GaSb computed with r2SCAN in a cell 4 % smaller than the base cell has a pressure of only 0.01 GPa. A squeezed crystal should push back, and with PBE a cell only 3 % smaller does so with 1.42 GPa. The r2SCAN row looks wrong until one asks who decided what counts as squeezed. Here it was PBE: its pressure in the base cell is almost zero, so that cell has nearly the size PBE prefers, and r2SCAN prefers a smaller one.

GaSb (space group F-43m, 2 atoms) in Ansatz 0.2.0 with frozen-core PAW, PBE and scalar-relativistic unless the row says otherwise; base cell 30.02 Å³/atom, relaxed with PAW. Plane-wave cutoff 420 eV (500 eV for r2SCAN), 9 × 9 × 9 k points, Fermi-Dirac smearing 0.08 eV, no spin polarisation. Pressure and stress are positive in compression.

```tsv
change from the base run	pressure (GPa)	stress xx (GPa)	stress zz (GPa)
base	-0.04	-0.04	-0.04
volume scaled by 0.9405	3.11	3.11	3.11
volume scaled by 0.97	1.42	1.42	1.42
volume scaled by 1.03	-1.26	-1.26	-1.26
volume scaled by 1.06	-2.29	-2.29	-2.29
functional lda	-3.73	-3.73	-3.73
functional pbesol	-2.32	-2.32	-2.32
functional r2scan	-1.95	-1.95	-1.95
spin-orbit coupling on	0.01	0.01	0.01
functional r2scan, volume scaled by 0.96	0.01	0.01	0.01
functional lda, volume scaled by 1.04	-5.02	-5.02	-5.02
```

Pressure is minus the slope of the energy with volume, and it is positive when the crystal pushes outward. At a functional's own preferred volume the slope is zero. A negative pressure therefore means that the crystal is held larger than that functional would have it. The stresses along x and z equal the pressure in every row because the crystal stays cubic, so only one number per row needs explaining.

The five PBE rows at different volumes show how a change of size alone acts. In a small cell the valence electrons are confined more tightly and their kinetic energy rises, so the energy climbs steeply. In the opposite limit, that of separated atoms, no force is left, so the tension of a stretched crystal cannot grow for ever. The curve must flatten on the way, and it does: per unit of relative volume the pressure falls by 57 GPa between the two smallest cells, but by only 34 GPa between the two largest.

A change of functional leaves every nucleus in place and still moves the pressure. At the base volume LDA gives −3.73 GPa, PBEsol −2.32 GPa and r2SCAN −1.95 GPa, against almost zero for PBE. All three find the PBE cell too large, LDA most of all.

Two limits make the order of LDA, PBEsol and PBE understandable. In a perfectly even electron density a gradient correction has nothing to act on, and PBE and PBEsol both reduce to LDA. In separated atoms the density varies strongly, and there the correction lowers the energy most. Pulling a crystal apart leads away from the first limit and towards the second, so on balance the correction should reward expansion and act as an outward push. The two limits fix only this overall balance, not the push at each volume: the exchange part is expected to push outward and the correlation part to take some of it back, and for bonds to hydrogen the sign can reverse. LDA has no such push, and PBEsol, whose exchange was built to respond less to gradients, has a weaker one than PBE. The r2SCAN functional also uses the kinetic-energy density of the electrons, so its place in the order is a result of the calculation and does not follow from this argument.

If the push hardly depends on volume, a new functional merely adds a constant pressure to the PBE curve:

$$p_X(v)\approx p_{\mathrm{PBE}}(v)+\left[p_X(1)-p_{\mathrm{PBE}}(1)\right]$$

Here $p$ is the pressure, $X$ the functional and $v$ the volume divided by that of the base cell. For r2SCAN the bracket is −1.91 GPa. A straight line between the two compressed PBE rows gives 1.99 GPa at $v=0.96$, and the sum is 0.08 GPa.

The computed value, which was not used in the estimate, is 0.01 GPa. The miss is about 4 % of the pressure change that the compression causes in r2SCAN, and about 0.03 GPa of it comes from the straight line, which lies above the bent PBE curve. The odd row is thus a near-cancellation: the squeeze pushes outward about as strongly as r2SCAN pulls inward. The r2SCAN runs used a plane-wave cutoff of 500 eV instead of 420 eV, so the bracket also contains that change. This row and the LDA row discussed next each combine a change of functional with a change of volume.

LDA in the cell enlarged by 4 % shows where the constant fails. Stretching a cell that LDA already finds too large adds to the tension, as the picture demands. But the estimate gives −5.29 GPa and the calculation −5.02 GPa, a miss of about a fifth of the change caused by the stretch. LDA's extra pull has weakened from 3.69 to 3.42 GPa. The direction agrees with the limit of separated atoms, where every functional's pressure must vanish, but that distant limit does not set the rate.

The rows do not all share the same electronic state. In PBE a single level at the centre of the Brillouin zone lies below the threefold level that should form the valence top, and the cell has no gap; only in the smallest cell is the order normal, with a gap of 0.13 eV. The LDA and PBEsol rows have the reversed order too, while both r2SCAN rows have a gap. These gaps are counted band by band, and the two smallest are hardly wider than the smearing of 0.08 eV. In those two rows, the smallest PBE cell and r2SCAN at the base volume, the Fermi level lies a little above the single level, so that level is still more than half filled. Real GaSb has a gap of roughly 0.8 eV, which functionals of this kind make too small or lose altogether. Spin-orbit coupling, left out of these rows, lifts the valence top by about 0.2 eV and would probably close the two smallest computed gaps, 0.11 and 0.13 eV. The PBE pressures show no jump where the order changes, and none is expected, because only the few states near one point are rearranged and the smearing changes their filling gradually. With a single PBE row on the gapped side, a faint kink could not be seen.

For practical use, a leftover pressure tells how far a cell is from the size its functional prefers. The PBE bulk modulus is about 45 GPa, so near equilibrium each gigapascal of tension means a volume roughly 2 % above the preferred one, and more in a strongly stretched cell (6 % for 2.29 GPa in PBE). Zero pressure does not prove that the size is right: PBE typically makes such crystals a few per cent too large in volume. With the constant-pressure estimate and a straight line between the two compressed PBE rows in place of this rule, PBEsol should come to rest near 0.955 of the base volume, or somewhat below it if its pull changes with volume as that of LDA does; no row tests this. The atomic files for LDA, PBEsol and r2SCAN were made with PBE, and the resulting error in pressure is untested. The run with spin-orbit coupling differs by only 0.05 GPa, and since it also uses other atomic files, this small shift cannot be credited to the coupling alone. The output below lists the differences and both trials of the constant-pressure estimate.

Numerical output:

```
PBE pressure fall per unit relative volume from 0.9405 to 0.97 (GPa): 57.29
same from 0.97 to 1 (GPa): 48.67
same from 1 to 1.03 (GPa): 40.67
same from 1.03 to 1.06 (GPa): 34.33
PBE bulk modulus from the 3 percent pair (GPa): 44.67
pressure less PBE at base volume for LDA then PBEsol then r2SCAN then spin-orbit (GPa): -3.69, -2.28, -1.91, 0.05
share of the way from LDA to PBE reached by PBEsol (percent): 38.21
share of the way from LDA to PBE reached by r2SCAN (percent): 48.24
r2SCAN at 0.96 from constant added pressure (GPa): 0.08288
its miss as estimate less computed (GPa): 0.07288
LDA at 1.04 from constant added pressure (GPa): -5.293
its miss as estimate less computed for LDA (GPa): -0.2733
LDA less PBE pressure at 1.04 (GPa): -3.417
rough overestimate of PBE pressure by the chord at 0.96 then at 1.04 (GPa): 0.02826, 0.02111
estimated PBEsol equilibrium volume over base volume: 0.955
cell edge shortening at 0.96 of the volume (percent): 1.352
PBE pressure needed to cancel the LDA pull (GPa): 3.69
single level or lowest empty level less threefold level in PBE at 1 then 0.9405 then 0.97 then 1.03 then 1.06 (eV): -0.2981, 0.1312, -0.08771, -0.4968, -0.6845
```
